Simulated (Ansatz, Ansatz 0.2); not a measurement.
# Lattice constant and Mn moment of MnO from plane-wave DFT with parallel spins

## Experiment

Two measured quantities of bulk manganosite serve as references. The room-temperature cubic lattice constant, 4.4457 ± 0.0002 Å, is taken from "Magnetic-order induced phonon splitting in MnO from far-infrared spectroscopy" (2007, arXiv:0707.0820), which quotes it from earlier experiment. At that temperature MnO is a paramagnet with the rock-salt structure.

The ordered moment per Mn ion, 4.892 μB, comes from "Evolution of the magnetic phase transition in MnO confined to channel type matrices. Neutron diffraction study" (2005, arXiv:cond-mat/0503075), where it is a literature value for the bulk, cited for comparison. The method and temperature are not given with the value. We take it to be a low-temperature moment of the antiferromagnetic phase from neutron diffraction, and we regard it as lying towards the upper side of a scattered literature.

| compared with | measured | source's wording or label | T (K) | method |
| --- | --- | --- | --- | --- |
| moment on Mn (μB) | 4.892 | ordered moment per Mn ion in bulk | – | not stated |
| cell edge a (Å) | 4.4457 ± 0.0002 | 0.44457 nm | room temperature | quoted from earlier experiment |

Conditions are those given with the value in the passage it was taken from; "not stated" means there, and the paper may say more elsewhere. The values are a selection: others may have been left out beforehand as unlike or outlying.

## Plan

We want the cheapest level of theory that gives the cell edge within 0.5 % and the Mn moment within 10 %. For the edge this is about 0.02 Å, enough to expose the usual over- or underbinding of a functional, yet wider than the few tenths of a per cent that we expect from thermal and zero-point expansion, which static calculations leave out. For the moment it is about 0.5 μB. A tighter limit would not suit the comparison, because we compute the spin moment inside an atomic sphere, whereas neutrons see the whole ordered moment, including any orbital part and the spin density further out.

The model is the two-atom primitive cell with parallel Mn moments. Real MnO orders antiferromagnetically at low temperature, with a larger magnetic cell, and is disordered at room temperature, so neither reference belongs to exactly the state we compute. For high-spin Mn(II), with five unpaired d electrons, the local moment should depend only modestly on the order; the cell edge may respond through exchange striction.

The starting cell, from a published diffraction structure, has practically the reference edge. Only runs that relax the cell therefore test the lattice constant. We begin with a semilocal functional on a coarse mesh, settle mesh and cutoff, and add further physics where the misses call for it.

System: MnO (Manganosite); Fm-3m (No. 225), 2 atoms in the cell used, edges 3.1438, 3.1438, 3.1438 A, angles 60.00, 60.00, 60.00 deg; cell from a published crystal structure; structure from the Crystallography Open Database.

## 1. PBE on a coarse mesh

A full relaxation with PBE on a 5×5×5 mesh is a light way to see whether the high-spin state survives and where the cell edge settles. We expect a moment somewhat below the ionic value of 5 μB. For the edge, PBE usually errs on the long side, but in open-shell oxides the spin state can matter more than that general tendency.

**Run 1.** Ansatz 0.2: PBE, cell and atoms relaxed, parallel start moments, cutoff 420 eV, mesh 5x5x5, Fermi-Dirac 0.05 eV.

Key lines of the input:
```
crystal:
  lattice:
    - [0.0, 2.223, 2.223]
    - [2.223, 0.0, 2.223]
    - [2.223, 2.223, 0.0]
  atoms:
    - { symbol: Mn, position: [0.0, 0.0, 0.0], spin: 4.0 }
    - { symbol: O, position: [0.5, 0.5, 0.5] }
magnetization:
  spin_polarized: true
kpoints:
  mp_grid: { grid: [5, 5, 5] }
scf:
  occupations: { method: fermi_dirac, width: 0.05 }
hamiltonian:
  xc: pbe
  pseudopotentials: { kind: paw }
output:
  forces: true
  stress: true
relax:
  f_tol: 0.01
  max_steps: 60
  cell: {}
```

Command:
```
ansatz run input.yaml --threads 4 --pin off --max-ram 8192MiB --backend cpu --events-out ev --progress --plain --runs-dir out
```

Selected lines of the output:
```
relax step   1: F+E_penalty+E_count = -4466.16766952 eV  max|allowed force component| = 9.926e-30 eV/Å  P = +1.856 GPa  Ω = 21.971 …
relax step   7: F+E_penalty+E_count = -4466.16916705 eV  max|allowed force component| = 3.734e-29 eV/Å  P = +0.006 GPa  Ω = 22.313 Å³  stress off target by 5.53e-3 GPa
  cell:  # Å, volume = 22.3129 Å³
```

Converged; 3.7 s on 4 cores of Intel Xeon at 2.70GHz, shared host.

| quantity | run 1 | measured | deviation |
| --- | --- | --- | --- |
| moment on Mn (μB) | 4.135 | 4.892 | −0.757 (−15.5 %) |
| cell edge a (Å) | 4.4689 | 4.4457 ± 0.0002 | +0.0232 (+0.5 %) |
| volume per atom (Å³) | 11.16 |  |  |
| Mn-Mn, nearest pair (Å) | 3.160 |  |  |

The cell grows from its starting size and settles with an edge 0.52 % above the reference, a narrow miss. The moment stays high-spin in character but lies 15.5 % below the reference, clearly outside the target and lower than we expected for five unpaired d electrons.

Neither number should be judged on this mesh. With parallel spins PBE may close the gap of MnO, or nearly so, and the occupation of states near the Fermi level, and with it both moment and volume, would then depend on the k-point sampling.

## 2. Denser mesh, then higher cutoff

We repeat the PBE relaxation on a 10×10×10 mesh, first at the same cutoff of 420 eV and then at 700 eV, so that the two settings are tested one after the other. The edge is so close to its limit that a shift of a few thousandths of an ångström decides it. We expect the mesh to matter more than the cutoff, and neither to close the gap in the moment.

**Run 2.** Ansatz 0.2: PBE, cell and atoms relaxed, parallel start moments, cutoff 420 eV, mesh 10x10x10, Fermi-Dirac 0.05 eV.

Key lines of the input, as changed from run 1:
```diff
  kpoints:
-   mp_grid: { grid: [5, 5, 5] }
+   mp_grid: { grid: [10, 10, 10] }
  output:
+   write_density: true
+   write_potential: true
+   elf: true
+   volumetric_format: npy
```

Selected lines of the output:
```
relax step   4: F+E_penalty+E_count = -4466.17467370 eV  max|allowed force component| = 5.719e-30 eV/Å  P = +0.010 GPa  Ω = 22.005 Å³  stress off target by 9.88e-3 GPa
  cell:  # Å, volume = 22.0051 Å³
```

Converged; 2.7 s on 4 cores of Intel Xeon 6975P-C (Granite Rapids), shared host.

**Run 3.** Ansatz 0.2: PBE, cell and atoms relaxed, parallel start moments, cutoff 700 eV, mesh 10x10x10, Fermi-Dirac 0.05 eV.

Key lines of the input, as changed from run 1:
```diff
  kpoints:
-   mp_grid: { grid: [5, 5, 5] }
+   mp_grid: { grid: [10, 10, 10] }
+ basis:
+   ecutwfc: 700
```

Selected lines of the output:
```
relax step   4: F+E_penalty+E_count = -4466.18582131 eV  max|allowed force component| = 8.579e-30 eV/Å  P = +0.001 GPa  Ω = 22.007 Å³  stress off target by 9.28e-4 GPa
  cell:  # Å, volume = 22.0067 Å³
```

Converged; 5.2 s on 4 cores of Intel Xeon at 2.70GHz, shared host.

| quantity | run 2 | run 3 | measured |
| --- | --- | --- | --- |
| moment on Mn (μB) | 4.063 | 4.064 | 4.892 |
| cell edge a (Å) | 4.4483 | 4.4484 | 4.4457 ± 0.0002 |
| volume per atom (Å³) | 11.00 | 11.00 |  |
| Mn-Mn, nearest pair (Å) | 3.145 | 3.146 |  |

The mesh was the weak point. Going from 5×5×5 to 10×10×10 shortens the edge by 0.0206 Å and turns the narrow miss into an edge only 0.0026 Å above the reference. Raising the cutoff to 700 eV leaves edge and moment practically where they were, so 420 eV is sufficient for PBE. A mesh beyond 10×10×10 is not shown in this report, and the remaining sampling error is therefore not known.

The moment has moved further away, to 4.063 μB, about 17 % below the reference. Better numerical settings thus do not cure it. Part of the deficit may come from the difference between a moment in an atomic sphere and the full ordered moment, but semilocal functionals are also known to delocalise the d electrons of such oxides too much. The good edge does not make PBE sufficient for our purpose.

## 3. A Hubbard term on Mn d

The least costly remedy for over-delocalised d electrons is a Hubbard U, so we add 3.9 eV on the Mn d shell to PBE and keep cutoff and mesh. We expect a larger moment. The edge should lengthen as Mn–O covalency weakens, and with PBE already slightly above the reference this could cost us the agreement there.

**Run 4.** Ansatz 0.2: PBE+U (Mn d 3.9 eV, ortho-atomic projectors), cell and atoms relaxed, parallel start moments, cutoff 420 eV, mesh 10x10x10, Fermi-Dirac 0.05 eV.

Key lines of the input, as changed from run 3:
```diff
  hamiltonian:
+   hubbard:
+     projectors: ortho-atomic
+     sites: [{ species: Mn, l: d, u_eff: 3.9 }]
- basis:
-   ecutwfc: 700
```

Selected lines of the output:
```
relax step   1: F+E_penalty+E_count = -4465.49597728 eV  max|allowed force component| = 1.098e-29 eV/Å  P = +9.847 GPa  Ω = 21.971 …
relax step   6: F+E_penalty+E_count = -4465.53621758 eV  max|allowed force component| = 3.944e-29 eV/Å  P = +0.022 GPa  Ω = 23.357 …
relax step   7: F+E_penalty+E_count = -4465.53649963 eV  max|allowed force component| = 2.787e-29 eV/Å  P = +0.029 GPa  Ω = 23.357 Å³  stress off target by 2.88e-2 GPa
  cell:  # Å, volume = 23.3571 Å³
```

Converged; 12 s on 4 cores of Intel Xeon at 2.50GHz (Skylake/Cascade Lake), shared host. Warnings: end_state_compared (in short: Reports whether a relaxation's final electronic state was checked against a single-point calculation at the relaxed geometry, which may find a lower state, or why that check was not made); filled_band_counts_differ_across_k_points (in short: The SCF's last iteration fills more bands at some k-points than others; expected for a known metal, but in hybrid or +U runs it may flag a wrong filling).

| quantity | run 4 | measured | deviation |
| --- | --- | --- | --- |
| moment on Mn (μB) | 4.327 | 4.892 | −0.566 (−11.6 %) |
| cell edge a (Å) | 4.5376 | 4.4457 ± 0.0002 | +0.0919 (+2.1 %) |
| volume per atom (Å³) | 11.68 |  |  |
| Mn-Mn, nearest pair (Å) | 3.209 |  |  |

The Hubbard term moves the moment in the right direction, to 4.327 μB, but it stays 11.6 % below the reference, a miss by a small margin. The edge pays heavily for this: it grows by 0.0893 Å against PBE at the same cutoff and mesh, and now lies 2.1 % too long. The close agreement of plain PBE in the edge does not survive this U. We read this as a sign that it came with d electrons that were too delocalised, which is an interpretation, not something the run shows.

One warning bears on the electronic state. The number of filled bands differs between k-points, which is normal in a metal but in a +U calculation can flag a wrong filling. MnO is an insulator, so we treat this result with reserve. The other warning concerns the comparison of the final state with a fresh calculation at the relaxed geometry; the outcome of that check is not shown in this report. The last two relaxation steps, at the same volume, differ by only about 0.3 meV in energy, which does not rule out a lower electronic state.

## 4. The same U with PBEsol

PBEsol generally gives shorter lattice constants than PBE at the same cost, so we combine it with the same U. We expect it to take back a good part of the excess in the edge. The moment should change little, and perhaps fall slightly as the cell contracts, so this step is aimed at the edge.

**Run 5.** Ansatz 0.2: PBEsol+U (Mn d 3.9 eV, ortho-atomic projectors), cell and atoms relaxed, parallel start moments, cutoff 420 eV, mesh 10x10x10, Fermi-Dirac 0.05 eV.

Key lines of the input, as changed from run 4:
```diff
  hamiltonian:
-   xc: pbe
+   xc: pbesol
```

Selected lines of the output:
```
relax step   1: F+E_penalty+E_count = -4428.61204296 eV  max|allowed force component| = 8.415e-30 eV/Å  P = +3.393 GPa  Ω = 21.971 …
relax step   6: F+E_penalty+E_count = -4428.61686933 eV  max|allowed force component| = 7.823e-30 eV/Å  P = +0.008 GPa  Ω = 22.434 Å³  stress off target by 8.47e-3 GPa
  cell:  # Å, volume = 22.4340 Å³
```

Converged; 11 s, same machine. Warnings: end_state_compared; filled_band_counts_differ_across_k_points.

| quantity | run 5 | measured | deviation |
| --- | --- | --- | --- |
| moment on Mn (μB) | 4.284 | 4.892 | −0.608 (−12.4 %) |
| cell edge a (Å) | 4.4770 | 4.4457 ± 0.0002 | +0.0313 (+0.7 %) |
| volume per atom (Å³) | 11.22 |  |  |
| Mn-Mn, nearest pair (Å) | 3.166 |  |  |

PBEsol takes back 0.0606 Å of the excess and leaves the edge 0.7 % too long, still outside the target. The moment falls slightly with the smaller cell, to 4.284 μB, and misses by 12.4 %. The reserve about the band filling applies here as well.

At this U, the choice between the two gradient functionals thus matters for the edge and hardly for the moment. Both quantities still miss.

## 5. r2SCAN without a Hubbard term

We next move up to a meta-GGA. r2SCAN reduces the self-interaction error of d electrons to some extent without a fitted parameter, and generally gives good lattice constants. We run it without U first, at a cutoff of 500 eV, so that any later Hubbard correction can be judged against it. We expect a moment above that of plain PBE and an edge closer to the reference than with PBE+U.

**Run 6.** Ansatz 0.2: r2SCAN, cell and atoms relaxed, parallel start moments, cutoff 500 eV, mesh 10x10x10, Fermi-Dirac 0.05 eV.

Key lines of the input, as changed from run 3:
```diff
  hamiltonian:
-   xc: pbe
+   xc: r2scan
- basis:
-   ecutwfc: 700
```

Selected lines of the output:
```
relax step   1: F+E_penalty+E_count = -4473.61437834 eV  max|allowed force component| = 5.522e-30 eV/Å  P = +0.460 GPa  Ω = 21.971 …
relax step   4: F+E_penalty+E_count = -4473.61447561 eV  max|allowed force component| = 3.320e-30 eV/Å  P = +0.001 GPa  Ω = 22.032 Å³  stress off target by 1.06e-3 GPa
    - [1.1682284853740843e-34, 2.2250657697028218, 2.2250657697028218]
```

Converged; 10 s on 4 cores of Intel Xeon at 2.70GHz, shared host.

| quantity | run 6 | measured | deviation |
| --- | --- | --- | --- |
| moment on Mn (μB) | 4.266 | 4.892 | −0.626 (−12.8 %) |
| cell edge a (Å) | 4.4501 | 4.4457 ± 0.0002 | +0.0044 (+0.1 %) |
| volume per atom (Å³) | 11.02 |  |  |
| Mn-Mn, nearest pair (Å) | 3.147 |  |  |

r2SCAN gives an edge of 4.4501 Å, 0.1 % above the reference and well inside the target. The moment rises by about 0.2 μB against PBE, at almost the same cell size, and comes close to the PBEsol+U value without any Hubbard term. At 12.8 % below the reference it still misses.

The moment now falls short at every level, by 11.6 to 17 %, whereas the edge responds strongly to the functional. This makes us look at the comparison itself as well: a sphere moment leaves out spin density that lies outside the sphere or on oxygen, and the reference is a quoted value at the upper side of the literature. Neither point allows us to correct the computed number.

## 6. A smaller U on top of r2SCAN

Since r2SCAN already localises the d electrons better than PBE, a smaller correction should do, and we add 1.9 eV on Mn d. The moment has to gain nearly 0.14 μB to come within 10 %. PBE gained about 0.26 μB from a U about twice as large, so we expect the result to fall close to the limit. The edge will probably lengthen and may leave its target.

**Run 7.** Ansatz 0.2: r2SCAN+U (Mn d 1.9 eV, ortho-atomic projectors), cell and atoms relaxed, parallel start moments, cutoff 500 eV, mesh 10x10x10, Fermi-Dirac 0.05 eV.

Key lines of the input, as changed from run 2:
```diff
  hamiltonian:
-   xc: pbe
+   xc: r2scan
+   hubbard:
+     projectors: ortho-atomic
+     sites: [{ species: Mn, l: d, u_eff: 1.9 }]
```

Selected lines of the output:
```
relax step   1: F+E_penalty+E_count = -4473.32269384 eV  max|allowed force component| = 1.183e-29 eV/Å  P = +2.890 GPa  Ω = 21.971 …
relax step   4: F+E_penalty+E_count = -4473.32608307 eV  max|allowed force component| = 4.102e-29 eV/Å  P = +0.020 GPa  Ω = 22.348 Å³  stress off target by 2.04e-2 GPa
    - [-1.9744566627470413e-34, 2.2356337855555473, 2.2356337855555473]
```

Converged; 18 s on 4 cores of Arm Neoverse N1, shared host. Warnings: end_state_compared.

| quantity | run 7 | measured | deviation |
| --- | --- | --- | --- |
| moment on Mn (μB) | 4.316 | 4.892 | −0.576 (−11.8 %) |
| cell edge a (Å) | 4.4713 | 4.4457 ± 0.0002 | +0.0256 (+0.6 %) |
| volume per atom (Å³) | 11.17 |  |  |
| Mn-Mn, nearest pair (Å) | 3.162 |  |  |

The Hubbard term adds only 0.050 μB to the r2SCAN moment, much less than we had inferred from PBE, and leaves it 11.8 % below the reference. The edge grows by about 0.021 Å and now misses narrowly, at 0.6 %. On balance this U costs more in the edge than it gains in the moment.

The warning about band filling that accompanied both earlier +U runs is absent here, yet the moment is again close to 4.3 μB. A doubtful filling is therefore not needed to explain a value of this size. We suspect that the sphere moment is levelling off because part of the spin density lies outside the Mn sphere, but a separation of that part from a real deficit is not shown in this report.

## 7. Dispersion added to r2SCAN

We return to r2SCAN without U, which had the better edge, and add the non-local rVV10 correlation. This tests whether the good edge withstands the inclusion of dispersion. We expect a slight contraction, for which there is room within the target, and practically no change in the moment.

**Run 8.** Ansatz 0.2: r2SCAN+rVV10, cell and atoms relaxed, parallel start moments, cutoff 500 eV, mesh 10x10x10, Fermi-Dirac 0.05 eV.

Key lines of the input, as changed from run 6:
```diff
  hamiltonian:
+   dispersion: rvv10
```

Selected lines of the output:
```
relax step   4: F+E_penalty+E_count = -4472.49422906 eV  max|allowed force component| = 4.503e-30 eV/Å  P = -0.000 GPa  Ω = 21.823 Å³  stress off target by 3.30e-4 GPa
    - [-1.6559959106910666e-33, 2.2180113007604465, 2.2180113007604465]
```

Converged; 12 s on 4 cores of Intel Xeon at 2.70GHz, shared host.

| quantity | run 8 | measured | deviation |
| --- | --- | --- | --- |
| moment on Mn (μB) | 4.254 | 4.892 | −0.638 (−13.0 %) |
| cell edge a (Å) | 4.4360 | 4.4457 ± 0.0002 | −0.0097 (−0.2 %) |
| volume per atom (Å³) | 10.91 |  |  |
| Mn-Mn, nearest pair (Å) | 3.137 |  |  |

The non-local correlation contracts the edge by 0.0141 Å, from slightly above the reference to 0.2 % below it. The edge stays within the target, so the agreement of r2SCAN does not depend on leaving dispersion out. The size of the shift is nevertheless larger than the 0.0044 Å by which r2SCAN alone missed, and the closer match without rVV10 is no evidence that it describes the bonding better.

The moment falls by only 0.012 μB, to 4.254 μB, and remains 13.0 % below the reference. Dispersion has no bearing on that miss, which stays unresolved.

## Summary of runs

| run | settings | moment on Mn (μB) | deviation | cell edge a (Å) | deviation | cost |
| --- | --- | --- | --- | --- | --- | --- |
| 1 | PBE, cutoff 420 eV, mesh 5x5x5 | 4.135 | −0.757 (−15.5 %) | 4.4689 | +0.0232 (+0.5 %) | under 1 core-min |
| 2 | PBE, cutoff 420 eV, mesh 10x10x10 | 4.063 | −0.829 (−16.9 %) | 4.4483 | +0.0026 (+0.1 %) | under 1 core-min |
| 3 | PBE, cutoff 700 eV, mesh 10x10x10 | 4.064 | −0.828 (−16.9 %) | 4.4484 | +0.0027 (+0.1 %) | under 1 core-min |
| 4 | PBE+U (Mn d 3.9 eV, ortho-atomic projectors), cutoff 420 eV, mesh 10x10x10 | 4.327 | −0.566 (−11.6 %) | 4.5376 | +0.0919 (+2.1 %) | under 1 core-min |
| 5 | PBEsol+U (Mn d 3.9 eV, ortho-atomic projectors), cutoff 420 eV, mesh 10x10x10 | 4.284 | −0.608 (−12.4 %) | 4.4770 | +0.0313 (+0.7 %) | under 1 core-min |
| 6 | r2SCAN, cutoff 500 eV, mesh 10x10x10 | 4.266 | −0.626 (−12.8 %) | 4.4501 | +0.0044 (+0.1 %) | under 1 core-min |
| 7 | r2SCAN+U (Mn d 1.9 eV, ortho-atomic projectors), cutoff 500 eV, mesh 10x10x10 | 4.316 | −0.576 (−11.8 %) | 4.4713 | +0.0256 (+0.6 %) | 74 core-s |
| 8 | r2SCAN+rVV10, cutoff 500 eV, mesh 10x10x10 | 4.254 | −0.638 (−13.0 %) | 4.4360 | −0.0097 (−0.2 %) | under 1 core-min |
|  | measured | 4.892 |  | 4.4457 ± 0.0002 |  |  |

Further runs on the same system, made beside this series (convergence steps with loose settings among them):

| further | settings | moment on Mn (μB) | deviation | cell edge a (Å) | deviation | cost | status |
| --- | --- | --- | --- | --- | --- | --- | --- |
| F1 | PBE+D3(BJ), cell and atoms relaxed, cutoff 420 eV, mesh 10x10x10 | 4.069 | −0.823 (−16.8 %) | 4.4536 | +0.0079 (+0.2 %) | 89 core-s | warnings: dispersion_switch_in_reach; relaxed_geometry_near_dispersion_switch |
| F2 | PBEsol, cell and atoms relaxed, cutoff 420 eV, mesh 10x10x10 | 3.764 | −1.129 (−23.1 %) | 4.3267 | −0.1190 (−2.7 %) | under 1 core-min |  |
| F3 | PBE, atoms relaxed at the starting cell, cutoff 420 eV, mesh 10x10x10 | 4.061 | −0.831 (−17.0 %) | – |  | under 1 core-min | warnings: stress_scf_threshold_loose |
| F4 | LDA, cell and atoms relaxed, cutoff 420 eV, mesh 10x10x10 | 3.478 | −1.414 (−28.9 %) | 4.2276 | −0.2181 (−4.9 %) | 2.5 core-min |  |
|  | measured | 4.892 |  | 4.4457 ± 0.0002 |  |  |  |

## Verdict

No level shown meets both targets. The cell edge is reproduced within 0.5 %, most cheaply by PBE at 420 eV on the 10×10×10 mesh, in under one core-minute. The moment misses everywhere, by 11.6 % at best, with PBE+U, a run whose band filling is in doubt; r2SCAN+U, free of that warning, misses by 11.8 %.

Of the numerical settings, the mesh mattered most, since the denser one removed a false excess in the PBE edge; the higher cutoff changed almost nothing. Both checks hold for PBE only. Adding U to r2SCAN gained little moment and cost the edge its pass, and rVV10 did not help the moment. The further run with PBE+D3(BJ) gives a longer edge than PBE, the opposite of what added dispersion should do; it carries warnings on its dispersion term and we give it no weight.

The good PBE edge probably rests on a cancellation. Without U, PBEsol and LDA give edges 2.7 and 4.9 % too short and still smaller moments, while U lengthens the PBE cell to 2.1 % above the reference. The strong contraction with PBEsol and LDA goes along with a loss of moment and may be peculiar to the parallel-spin state, so it is only weak evidence for that reading. r2SCAN combines a good edge with a larger moment than PBE. Thermal and zero-point expansion, some 0.1 to 0.5 %, would lengthen all computed edges. It would take PBE and r2SCAN further above the reference, possibly just past the limit, whereas r2SCAN+rVV10 would stay within it.

The moment deficit is not caused by the relaxed cell, at least for PBE, which gives practically the same value at the starting cell. Spin density outside the Mn sphere lowers the computed number by an amount not shown in this report, and over-delocalised d electrons probably lower it too, as the rise with U and with r2SCAN suggests; an orbital part should be negligible for a half-filled d shell. The reference, a quoted value at the upper side of the literature, may add to the gap.

All runs describe parallel spins, not the real antiferromagnet or paramagnet, and the size of this effect on edge and moment is not shown in this report. The real type-II antiferromagnetic order is known to open a gap in MnO even with semilocal functionals, so the results without U are the most likely to change. An r2SCAN calculation in the antiferromagnetic cell would be the natural next step.

[Logs are printed without paths, hosts, clocks, repeated set-up lines and the standing remarks that a program may print on its own settings, such as how far it seeks lower states.]

[The runs shown are a pick from a larger set of finished runs; failed, doubtful and other runs were left out of it ahead of writing. So were measured values far from every level or from commonly accepted values, and agreement can look better than it is. Lines of input and output are excerpts and may be shortened.]
